\section*{Lax model of the L pockets and charge neutrality in bismuth: solution}

\subsection*{(a) Premises and conventions}

Energies $E$ are in meV and are measured upward from the conduction-band edge at L. Masses are in units of the free-electron mass $m_0$. The axes $x,y,z$ are the binary, bisectrix and trigonal axes, and densities are in cm$^{-3}$.

\begin{enumerate}
\item The rhombohedral crystal has an inversion centre and two atoms, hence ten valence electrons, per cell. With time reversal every band is doubly degenerate at each $\mathbf k$, so ten electrons fill exactly five bands.
\item The sixth band has its minima at L and the fifth band has its maximum at T, an energy $E_0>0$ above the L minima. The zone boundary carries six L faces and two T faces. Opposite faces differ by a reciprocal-lattice vector, so there are three complete L pockets and one complete T pocket.
\item At L a conduction doublet and a valence doublet of opposite parity are separated by a small direct gap $E_g$. Only their mutual $\mathbf k\cdot\mathbf p$ coupling is kept. The free-electron term and all remote bands are dropped; part (g) gives the size of this omission.
\item The T band is parabolic. The threefold axis makes the pocket a spheroid with masses $M_1,M_1,M_3$.
\item The crystal is pure, the magnetic field is weak, and $T=0$ until part (f).
\end{enumerate}

\subsection*{(b) Two-band dispersion}

Let $\mathbf k$ be measured from L. The velocity operator is odd under inversion, so its matrix elements within one doublet vanish and terms linear in $\mathbf k$ appear only in the $2\times2$ block $V$ that joins the doublets. The product $\Theta$ of inversion and time reversal is antiunitary, leaves $\mathbf k$ unchanged, commutes with $H(\mathbf k)$ and obeys $\Theta^2=-1$. Choose $|c_2\rangle=\Theta|c_1\rangle$ and $|v_2\rangle=\Theta|v_1\rangle$, so that $|v_1\rangle=-\Theta|v_2\rangle$. With $\langle\Theta a|\Theta b\rangle=\langle a|b\rangle^*$,
\begin{equation}
\langle c_2|H|v_2\rangle=\langle c_1|H|v_1\rangle^*,\qquad
\langle c_2|H|v_1\rangle=-\langle c_1|H|v_2\rangle^* .
\end{equation}
With the zero of energy at midgap for the moment,
\begin{equation}
H=\begin{pmatrix}\tfrac12E_g\,\mathbb 1&V\\ V^\dagger&-\tfrac12E_g\,\mathbb 1\end{pmatrix},\qquad
V=\begin{pmatrix}t&u\\-u^*&t^*\end{pmatrix},
\label{eq:H}
\end{equation}
where $t$ and $u$ are complex and linear in $\mathbf k$. Multiplication gives $VV^\dagger=V^\dagger V=Q\,\mathbb 1$ with $Q=|t|^2+|u|^2$. The off-diagonal blocks of $H^2$ are $\tfrac12E_gV-\tfrac12E_gV=0$. Hence $H^2=(E_g^2/4+Q)\,\mathbb 1$, and since $\operatorname{Tr}H=0$ the eigenvalues $\varepsilon=\pm(E_g^2/4+Q)^{1/2}$ occur twice each. Setting $\varepsilon=E+E_g/2$ gives $E(E+E_g)=Q$. The function $Q$ is a real non-negative quadratic form in $\mathbf k$, taken as positive definite so that the pocket is closed. Define the symmetric tensor $\mathsf m$ by $Q/E_g=(\hbar^2/2m_0)\,\mathbf k\cdot\mathsf m^{-1}\mathbf k$. Then
\begin{equation}
\gamma(E)\equiv E\left(1+\frac{E}{E_g}\right)=\frac{\hbar^2}{2m_0}\,\mathbf k\cdot\mathsf m^{-1}\mathbf k .
\label{eq:lax}
\end{equation}
This is the Lax ellipsoidal non-parabolic dispersion. For $E\ll E_g$, $\gamma\to E$, so $\mathsf m$ is the \emph{band-edge} mass tensor. Energy enters only through the scalar $\gamma$, so all constant-energy surfaces are similar ellipsoids: the axis ratios and orientation are fixed and the size grows as $\gamma^{1/2}$.

For the pocket whose centre lies in the $yz$ mirror plane, the mirror forbids $m_{xy}$ and $m_{xz}$ and allows $m_{yz}$. The principal masses $m_1,m_2,m_3$ then satisfy
\begin{equation}
m_1m_2m_3=\det\mathsf m=m_{xx}\,(m_{yy}m_{zz}-m_{yz}^2).
\end{equation}
The other two pockets follow by rotations of $\pm120^\circ$ about $z$ and have the same determinant.

\subsection*{(c) Carrier densities at $T=0$}

Put $s=2m_0\gamma(E_F)/\hbar^2$. The substitution $\mathbf k=\mathsf m^{1/2}\mathbf q$ maps the ellipsoid $\mathbf k\cdot\mathsf m^{-1}\mathbf k\le s$ onto the sphere $q^2\le s$ with Jacobian $(\det\mathsf m)^{1/2}$. States have density $2/(2\pi)^3$ per unit volume of crystal and of $\mathbf k$ space, the factor 2 being the doublet. For three pockets,
\begin{equation}
n=3\cdot\frac{2}{(2\pi)^3}\cdot\frac{4\pi}{3}s^{3/2}\sqrt{m_1m_2m_3}
=\frac{3\sqrt{m_1m_2m_3}}{3\pi^2}\left[\frac{2m_0\gamma(E_F)}{\hbar^2}\right]^{3/2}.
\label{eq:n}
\end{equation}
The empty states at T lie between $E_F$ and $E_0$. With the hole Fermi energy $\varepsilon_h=E_0-E_F$, the same counting for one parabolic pocket gives
\begin{equation}
p=\frac{\sqrt{M_1^2M_3}}{3\pi^2}\left[\frac{2m_0(E_0-E_F)}{\hbar^2}\right]^{3/2}.
\label{eq:p}
\end{equation}

\subsection*{(d) Neutrality}

By premise 1 each electron in the sixth band leaves one vacancy in the fifth, so $n=p$. The common factor $(2m_0/\hbar^2)^{3/2}/3\pi^2$ cancels:
\begin{equation}
3\sqrt{m_1m_2m_3}\,\left[E_F\left(1+\frac{E_F}{E_g}\right)\right]^{3/2}=\sqrt{M_1^2M_3}\,(E_0-E_F)^{3/2}.
\label{eq:neut}
\end{equation}
On $0\le E_F\le E_0$ the left side rises from zero and the right side falls to zero, so there is exactly one root. Both sides are non-negative and may be raised to the power $2/3$:
\begin{equation}
\frac{E_F^2}{E_g}+(1+r)E_F-rE_0=0,\qquad
r=\left[\frac{\sqrt{M_1^2M_3}}{3\sqrt{m_1m_2m_3}}\right]^{2/3}.
\end{equation}
The product of the two roots is $-rE_0E_g<0$, so only one is positive:
\begin{equation}
E_F=\frac{E_g}{2}\left[\sqrt D-(1+r)\right],\qquad D=(1+r)^2+\frac{4rE_0}{E_g}.
\label{eq:EF}
\end{equation}
Two consequences are used below. First, $\gamma'(E_F)=1+2E_F/E_g=\sqrt D-r$. Second, differentiating $\gamma(E_F)=r(E_0-E_F)$ with respect to $E_0$ gives $dE_F/dE_0=r/\sqrt D$, and \eqref{eq:p} then gives $d\ln n/dE_0=\tfrac32(1-r/\sqrt D)/\varepsilon_h$. For $E_g\to\infty$ at fixed masses, \eqref{eq:EF} tends to the parabolic result $rE_0/(1+r)$.

\subsection*{(e) Cyclotron masses}

Let $\mathbf B=B\mathbf b$ with $|\mathbf b|=1$. The semiclassical equation $\hbar\dot{\mathbf k}=-e\,\mathbf v\times\mathbf B$ conserves $E$ and $k_b=\mathbf k\cdot\mathbf b$. On the orbit $dt=\hbar\,dk_\parallel/(eBv_\perp)$, where $v_\perp=\hbar^{-1}\partial E/\partial k_\perp$ is the in-plane velocity normal to the orbit. The period is therefore $(\hbar^2/eB)\oint dk_\parallel\,(\partial k_\perp/\partial E)=(\hbar^2/eB)\,\partial A/\partial E$, with $A$ the enclosed area. Equating it to $2\pi m_0m_c/eB$,
\begin{equation}
m_c=\frac{\hbar^2}{2\pi m_0}\left(\frac{\partial A}{\partial E}\right)_{k_b}.
\label{eq:mcdef}
\end{equation}
Under the map of part (c) the plane becomes $\mathbf q\cdot\mathsf m^{1/2}\mathbf b=k_b$, at distance $k_b/\sqrt{\mu}$ from the origin, with $\mu=\mathbf b\cdot\mathsf m\,\mathbf b$. It cuts the sphere in a disc of area $\pi(s-k_b^2/\mu)$. A linear map multiplies the areas in all parallel planes by one constant $C$, so $A=\pi C(s-k_b^2/\mu)$. The volume fixes $C$:
\begin{equation}
\int_{-\sqrt{\mu s}}^{\sqrt{\mu s}}A\,dk_b=\frac{4\pi}{3}C\sqrt{\mu}\,s^{3/2}=\frac{4\pi}{3}\sqrt{\det\mathsf m}\;s^{3/2}
\quad\Rightarrow\quad C=\sqrt{\frac{\det\mathsf m}{\mu}} .
\end{equation}
Since $ds/dE=2m_0\gamma'/\hbar^2$, equation \eqref{eq:mcdef} gives
\begin{equation}
m_c(E_F,\mathbf b)=m_{c0}(\mathbf b)\left(1+\frac{2E_F}{E_g}\right),\qquad
m_{c0}=\sqrt{\frac{\det\mathsf m}{\mathbf b\cdot\mathsf m\,\mathbf b}} .
\label{eq:mc}
\end{equation}
The factor is the same for every field direction, every pocket and every $k_b$, so ratios of electron cyclotron masses do not depend on $E_F$. The extremal area, at $k_b=0$, gives the Onsager frequency $F=\hbar A/2\pi e=m_0m_{c0}\gamma(E_F)/e\hbar$. The area scales with $\gamma$ and the mass with $\gamma'$. Masses quoted at the Fermi level contain $\gamma'$ and must be divided by it before they enter \eqref{eq:neut}. For holes $\gamma$ is replaced by $\varepsilon_h$ and no such factor occurs.

\subsection*{(f) Correction for finite temperature}

Let $N_e(E)\propto\gamma^{3/2}$ and $N_h(\varepsilon)\propto\varepsilon^{3/2}$ be the $T=0$ densities. The Sommerfeld expansion of $\int N(E)(-\partial f/\partial E)\,dE$ gives $N+\sigma N''$ with $\sigma=\pi^2(k_BT)^2/6$. Using $\gamma''=2/E_g$,
\begin{equation}
a_e=\frac{N_e'}{N_e}=\frac{3\gamma'}{2\gamma},\quad
c_e=\frac{N_e''}{N_e}=\frac{3\gamma'^2}{4\gamma^2}+\frac{3}{E_g\gamma},\quad
a_h=\frac{3}{2\varepsilon_h},\quad c_h=\frac{3}{4\varepsilon_h^2}.
\end{equation}
A shift $\delta$ of the chemical potential raises the electron energy and lowers the hole energy, so $n/n_0=1+a_e\delta+\sigma c_e$ and $p/n_0=1-a_h\delta+\sigma c_h$. Setting $n=p$,
\begin{equation}
\delta=\sigma\,\frac{c_h-c_e}{a_e+a_h},\qquad \frac{n-n_0}{n_0}=a_e\delta+\sigma c_e .
\label{eq:somm}
\end{equation}
Holes in the L valence band are suppressed by $\exp[-(E_F+E_g)/k_BT]$.

\subsection*{(g) Range of validity}

\emph{Omitted diagonal terms.} Adding $\hbar^2k^2/2m_0$ to both doublets replaces $\gamma(E)$ by $\gamma(E-\hbar^2k^2/2m_0)$. To first order the coefficient $1/m_i$ in \eqref{eq:lax} becomes $1/m_i+\gamma'$, a relative change $m_i\gamma'$. The model is thus controlled along axis $i$ only if
\begin{equation}
m_i\,(1+2E_F/E_g)\ll1 .
\label{eq:crit}
\end{equation}
Remote bands add further terms of order $k^2$, of either sign. Where \eqref{eq:crit} fails, $m_i$ is a fitted parameter valid near one Fermi energy and the ellipsoidal form is an assumption.

\emph{Opposite limit for the heavy axis.} To gauge the dependence on that assumption, let the heavy-axis dispersion come wholly from diagonal terms, as in the non-ellipsoidal model of Cohen, with mirror-image bands. In \eqref{eq:H} replace $E_g/2$ by $E_g/2+\xi$, with $\xi=\hbar^2k_2^2/2m_0m_2$, and let $Q$ depend on $k_1,k_3$ only. Then $(E+E_g/2)^2=(E_g/2+\xi)^2+Q$, that is $\gamma(E)-\gamma(\xi)=Q/E_g$. The sections normal to axis 2 are ellipses with area proportional to $\gamma(E)-\gamma(\xi)$, and the tip lies at $\xi=E$. With $\xi=w^2$,
\begin{equation}
\int_{-\sqrt E}^{\sqrt E}\left[\gamma(E)-w^2-\frac{w^4}{E_g}\right]dw=\frac43E^{3/2}\left(1+\frac{6E}{5E_g}\right),
\label{eq:cohen}
\end{equation}
where the Lax form has $\int(\gamma-w^2)\,dw=\tfrac43\gamma^{3/2}$. The central orbit normal to the heavy axis has $\xi=0$ and still obeys \eqref{eq:mc}. Orbits that extend along the heavy axis change shape with energy and do not.

\emph{Other conditions.} The holes are parabolic if $\varepsilon_h\ll E_{gT}$, the direct gap at T. A Lax form at T would multiply $p$ by $(1+\varepsilon_h/E_{gT})^{3/2}$ at fixed $\varepsilon_h$ and fixed band-edge masses. Degeneracy needs $k_BT\ll\varepsilon_h$, and the band parameters must be those of the temperature in question. Continuum counting needs many occupied Landau levels, $B\ll F$ for the smallest $F$; beyond that, $E_F$ depends on the field. With ionised dopants the condition becomes $n-p=N_D^+-N_A^-$, so purity means $|N_D^+-N_A^-|\ll n$.

\subsection*{(h) Numerical illustration: pure Bi at 4 K}

Typical low-temperature inputs are $E_g=15.3$ meV, $E_0=38.5$ meV, band-edge masses $m_{xx}=0.00124$, $m_{yy}=0.257$, $m_{zz}=0.00585$, $|m_{yz}|=0.0277$, and hole masses $M_1=0.0678$, $M_3=0.721$. They were chosen because they reproduce the typical pocket sizes of bismuth. Sets of this kind are fitted to those sizes, so the density obtained below is no test of the model. Unrounded values are carried through, and third figures are shown only so that the arithmetic can be followed.

Diagonalising the $yz$ block gives $m_2=0.260$ and $m_3=0.00283$, with $m_1=m_{xx}$. The heavy axis is tilted from the bisectrix by $\tfrac12\arctan[2|m_{yz}|/(m_{yy}-m_{zz})]=6.2^\circ$. Then
\begin{equation}
3\sqrt{m_1m_2m_3}=2.87\times10^{-3},\quad \sqrt{M_1^2M_3}=0.0576,\quad r=7.39,\quad \sqrt D=12.03,
\end{equation}
\begin{equation}
E_F=27.9\ \text{meV},\quad \varepsilon_h=10.6\ \text{meV},\quad \gamma(E_F)=78.6\ \text{meV},\quad 1+\frac{2E_F}{E_g}=4.64 .
\end{equation}
Equations \eqref{eq:n} and \eqref{eq:p} both give $2.87\times10^{17}$ cm$^{-3}$, which is $0.96\times10^{17}$ cm$^{-3}$ per L pocket. With the same masses and a parabolic L band, $E_F=33.9$ meV and $n=0.81\times10^{17}$ cm$^{-3}$. Non-parabolicity adds electron states at given energy, lowers $E_F$ and enlarges the hole pocket. The sensitivities are $dE_F/dE_0=0.61$ and a change of $n$ by 5.4 per cent per meV of overlap.

For the pocket centred in the $yz$ plane, $\mu=m_{xx},m_{yy},m_{zz}$ for the three field directions:
\begin{center}
\begin{tabular}{lccc}
\hline
$\mathbf B$ along & $m_{c0}$ & $m_c(E_F)$ & $F$ (T)\\
\hline
binary & 0.0271 & 0.126 & 18.4\\
bisectrix & 0.00188 & 0.00875 & 1.28\\
trigonal & 0.0125 & 0.0580 & 8.48\\
\hline
\end{tabular}
\end{center}
The trigonal row holds for all three pockets. For that direction the holes have $m_c=M_1$ and $F=6.2$ T.

At 4 K, $k_BT=0.345$ meV and $k_BT/\varepsilon_h=0.032$. Equation \eqref{eq:somm} gives $\delta=1.3\times10^{-3}$ meV and $(n-n_0)/n_0=1.1\times10^{-3}$, and the exponent for L holes is $(E_F+E_g)/k_BT=125$. Temperature is negligible. An approximate $E_{gT}=200$ meV gives $\varepsilon_h/E_{gT}=0.053$, an 8 per cent effect on $p$ at fixed $\varepsilon_h$. The bisectrix row restricts the field to values well below 1 T when it lies near a heavy axis.

The left side of \eqref{eq:crit} is 0.0058 along axis 1, 0.013 along axis 3 and 1.2 along axis 2. At the heavy tip the free-electron energy is $m_2\gamma=20$ meV, comparable with $E_F$ itself. In the limit \eqref{eq:cohen}, with unchanged masses and $E_F$, the long semi-axis is $(E_F/\gamma)^{1/2}=0.60$ of the Lax value and the electron density is 0.67 of it. Neutrality, $E_F^{3/2}(1+6E_F/5E_g)=r^{3/2}(E_0-E_F)^{3/2}$, then moves the root to 29.6 meV and lowers the density by 23 per cent, to $2.2\times10^{17}$ cm$^{-3}$. This is the largest uncertainty of form. The binary and trigonal rows of the table, whose orbits extend along the heavy direction, share it, while the bisectrix row rests mainly on the two well-controlled light masses. The model's result for these inputs is $E_F\approx28$ meV, $n=p\approx2.9\times10^{17}$ cm$^{-3}$ and a cyclotron-mass factor of about 4.6, with $m_2$ understood as a parameter tied to this Fermi energy.